## Why the bonds of boron look thin

Row 12 looks wrong. It is the bond that joins boron to the benzene ring in phenylborane, drawn as an ordinary single bond in the usual structural formula, yet its Laplacian is only −0.160 a.u. The two ring bonds that start from the same carbon atom, rows 5 and 6, have more than four times as much. Its density, 0.188 a.u., is also more than a third below theirs.

QTAIM bond critical points of phenylborane (C6H7B, neutral singlet), calculated with PySCF 2.14.0 at the LDA (SVWN)/def2-SVPD level as a gas-phase single point on the GFN2-xTB geometry. Atom 1 is boron, atoms 2–7 are the ring carbons, with 2 bonded to boron, and atoms 8–14 are hydrogens.

```
row  density (a.u.)  first atom  second atom  laplacian (a.u.)  ellipticity  energy density (a.u.)
  1           0.311       3.000        4.000            -0.771        0.180                 -0.297
  2           0.311       6.000        7.000            -0.771        0.180                 -0.297
  3           0.309       4.000        5.000            -0.760        0.172                 -0.292
  4           0.309       5.000        6.000            -0.760        0.172                 -0.292
  5           0.300       2.000        7.000            -0.724        0.125                 -0.277
  6           0.300       2.000        3.000            -0.723        0.125                 -0.276
  7           0.279       3.000       10.000            -1.075        0.004                 -0.305
  8           0.279       7.000       14.000            -1.075        0.004                 -0.305
  9           0.279       5.000       12.000            -1.070        0.003                 -0.304
 10           0.278       6.000       13.000            -1.058        0.008                 -0.302
 11           0.278       4.000       11.000            -1.058        0.008                 -0.302
 12           0.188       1.000        2.000            -0.160        0.259                 -0.206
 13           0.183       1.000        8.000            -0.255        0.318                 -0.198
 14           0.183       1.000        9.000            -0.255        0.318                 -0.198
```

Each row describes a bond critical point, the place between two bonded atoms where the electron density is lowest along the bond and highest across it. The density there is $\rho$. The Laplacian $\nabla^2\rho$ adds up its three curvatures, and is negative where charge is locally concentrated. The energy density $H$ is the kinetic plus potential energy of the electrons per unit volume.

Two sizes are worth remembering. Ring bonds and C–H bonds have densities near 0.3 a.u., the three bonds of boron near 0.2. And in all of these bonds, roughly two thirds of the density would be there if spherical free atoms were merely set down at the same places. Bonding adds the last third.

### The tempting answer: little is shared

A low density and a weak Laplacian suggest that boron hardly shares its electrons, so that its bonds are weak or nearly ionic. A contact between closed shells would typically show a positive Laplacian and an energy density close to zero. Here both quantities are negative in every row. Boron's bonds are on the shared side, like the rest.

A sharper test is the build-up, which is the density in the molecule less that of the superposed free atoms. It makes up 35 % of the density in B–C, against 28 % in the ring bonds beside it. For B–H and C–H the shares are nearly equal. Relative to what the atoms bring, then, bonding adds no less at boron than in the matching bonds of carbon.

The tempting answer does keep a small part of the truth. In absolute terms the build-up falls from about 0.09 a.u. in the neighbouring ring bonds to 0.07 in B–C. That accounts for less than a fifth of the drop in density. None of this ranks the bonds by strength, because a density at one point is not a bond energy.

### The half-right answer: the bond is long

The B–C bond measures 1.544 Å and the ring bonds beside it 1.403 Å. Atoms further apart overlap less, so the density between them must fall. The ring itself shows how fast: from its longest to its shortest bonds the density follows

$$\rho \approx 0.300\left(\frac{1.403\ \text{Å}}{d}\right)^{2.4},$$

where $d$ is the bond length. Carried on to the length of B–C, this law gives 0.239 a.u., which covers about half of the drop.

That half is a rough figure. The law rests on ring bonds that differ by only 0.02 Å, with lengths from a tight-binding geometry, and their π character changes along with their length. For bonds to hydrogen the law breaks down altogether. For C–H it predicts twice the computed density.

The boron bonds themselves show why length is not enough. B–H is almost 0.4 Å shorter than B–C, yet the two densities are nearly the same. What they have in common is the place of the critical point, just over 0.5 Å from boron in both. The density there seems to belong largely to boron, whatever the partner.

### The answer that carries most: what the atoms bring

The free atoms can be estimated without any fitting. In Slater's simple picture a valence orbital of boron or carbon varies as $r\,e^{-\zeta r}$, where $r$ is the distance from the nucleus and $\zeta$ says how tightly the shell is held. Squaring it, averaging over directions and normalising gives, for $n$ valence electrons,

$$\rho_\text{atom}(r)=\frac{n\,\zeta^5}{3\pi}\,r^2e^{-2\zeta r}.$$

Slater's screening rules give $\zeta=1.3$ for boron, with three valence electrons, and about 1.6 for carbon, with four. Boron brings fewer electrons, in a looser shell.

For B–C the critical point lies 0.513 Å, or 0.969 bohr, from boron. The remaining 1.031 Å to carbon is 1.949 bohr. Inserting these distances, with the unrounded $\zeta=3.25/2$ for carbon and a small tail from boron's 1s core, gives

$$\rho \approx \underbrace{0.0893}_{\text{B valence}}+\underbrace{0.0073}_{\text{B core}}+\underbrace{0.0324}_{\text{C valence}}=0.1291\ \text{a.u.}$$

The sum was taken before rounding. Three quarters of it comes from boron, which helps to explain why exchanging carbon for hydrogen on the other side matters so little. Hydrogen also sits closer, and so adds nearly as much as carbon does. The electronic-structure calculation's own free-atom sum at this point is 0.122 a.u.

The same estimate for all fourteen bonds stays within 9 % of the calculated free-atom sum, always on the high side, and it puts the four kinds of bond in the right order. None of the rows was used to adjust it, although it takes the bond lengths and the critical points from the molecule. It leaves out the build-up, so it falls well short of the full density. The output printed after this section compares it with the free-atom sum bond by bond.

The free-atom sum settles most of the question. From the neighbouring ring bonds to B–C it falls by 0.092 a.u. (0.215 − 0.122, before rounding), while the full density falls by 0.112. More than four fifths of the drop is therefore present before any bonding charge is counted. Between C–H and B–H the proportion is lower, near two thirds, and the rest is a smaller build-up.

Length and element can now be separated, at least roughly. If carbon takes boron's place in the model at the same bond length, about half of the drop remains. Lengthening the bond first and changing the element second thus gives half to distance, in line with the ring law, and half to boron's sparse, loose shell. The split is not unique, though: if boron is put in first, at the ring's bond length, the model leaves distance a smaller share. This accounting takes the geometry as it stands; why the bond has this length is a separate matter, in which bonding has its say.

### Why the Laplacian falls even further

The density of B–C is about a third below that of its ring neighbours, but its Laplacian has lost more than three quarters. The reason is that the Laplacian is a difference between large terms. Across the bond the density falls away on every side, which contributes two negative curvatures. Along the bond it rises towards both nuclei, which contributes a positive one.

Two thirds of the change comes from the curvature across the bond. Divided by the density, however, that curvature is almost the same in B–C as in the ring, −3.9 against −3.7. The charge gathers about the axis just as markedly; there is simply less of it. The remaining third comes from the curvature along the bond, which grows from 0.38 to 0.57 a.u. because the critical point lies near boron's core, where the density climbs steeply.

It is natural to read that position as the mark of a polar bond, with electrons drawn from boron to carbon. But the superposed Slater atoms already have their lowest density 0.56 Å from boron, well on its side of the midpoint. The molecule's point lies only about 0.05 Å closer. A drift of charge to carbon would act in this direction, and the calculation does give boron a small positive charge, but for so small a shift in so crude a model this cause remains a guess.

A neighbouring case can be approached in the same order: first the number of valence electrons and the tightness of their shell, then the bond length, and only then the bonding. For aluminium in place of boron, the shell is looser still and the bonds are longer, so the density should be lower. The Laplacian may well turn positive there. Even there, the sign alone would not show how strong the bond is.

Numerical output:

```
Bond points (densities in a.u.):
  row  length A  point to first atom A  free-atom sum  Slater model  build-up share %  ring length law  energy per electron Ha  lateral curvature per density  curvature along bond
    1     1.382                 0.6898         0.2206        0.2354             29.07            0.311                  -0.955                         -3.704                0.3809
    2     1.382                 0.6903         0.2206        0.2354             29.07            0.311                  -0.955                         -3.704                0.3809
    3     1.386                 0.6909         0.2201        0.2339             28.77           0.3089                  -0.945                         -3.693                 0.381
    4     1.386                 0.6983         0.2201        0.2339             28.77           0.3089                  -0.945                         -3.692                0.3807
    5     1.403                 0.6873         0.2146        0.2276             28.45              0.3                 -0.9233                         -3.676                0.3788
    6     1.403                 0.6872         0.2146        0.2276             28.45              0.3                   -0.92                         -3.675                0.3795
    7     1.081                 0.6984         0.1745        0.1898             37.44           0.5591                  -1.093                         -5.139                0.3588
    8     1.081                 0.6984         0.1745        0.1898             37.44           0.5591                  -1.093                         -5.139                0.3588
    9     1.081                 0.6981          0.175        0.1899             37.29           0.5591                   -1.09                         -5.119                0.3582
   10     1.081                 0.6989          0.175        0.1898             37.05           0.5591                  -1.086                         -5.095                0.3583
   11     1.081                 0.6989          0.175        0.1898             37.05           0.5591                  -1.086                         -5.094                0.3583
   12     1.544                 0.5127         0.1222        0.1291                35           0.2387                  -1.096                         -3.871                0.5678
   13      1.17                 0.5198         0.1135        0.1224             37.98           0.4629                  -1.082                         -4.116                0.4983
   14      1.17                 0.5199         0.1135        0.1224             37.98           0.4629                  -1.082                         -4.116                0.4983
B-C density below the two ring bonds beside it (a.u.): 0.112
the same drop (%): 37.33
part of this drop already in the free-atom sum (%): 82.54
B-H density below C-H (a.u.): 0.0956
the same drop B-H against C-H (%): 34.31
part of the B-H drop already in the free-atom sum (%): 64.13
part of the B-C drop that the ring length law gives (%): 54.75
part of the B-C drop due to length in the Slater model (%): 49.7
largest miss of the Slater model against the free-atom sum (%): 8.774
distance from B of the lowest Slater density on the B-C line (A): 0.56
Laplacian of B-C less that of the ring bonds beside it (a.u.): 0.5635
part of that from lateral curvature (%): 66.53
```
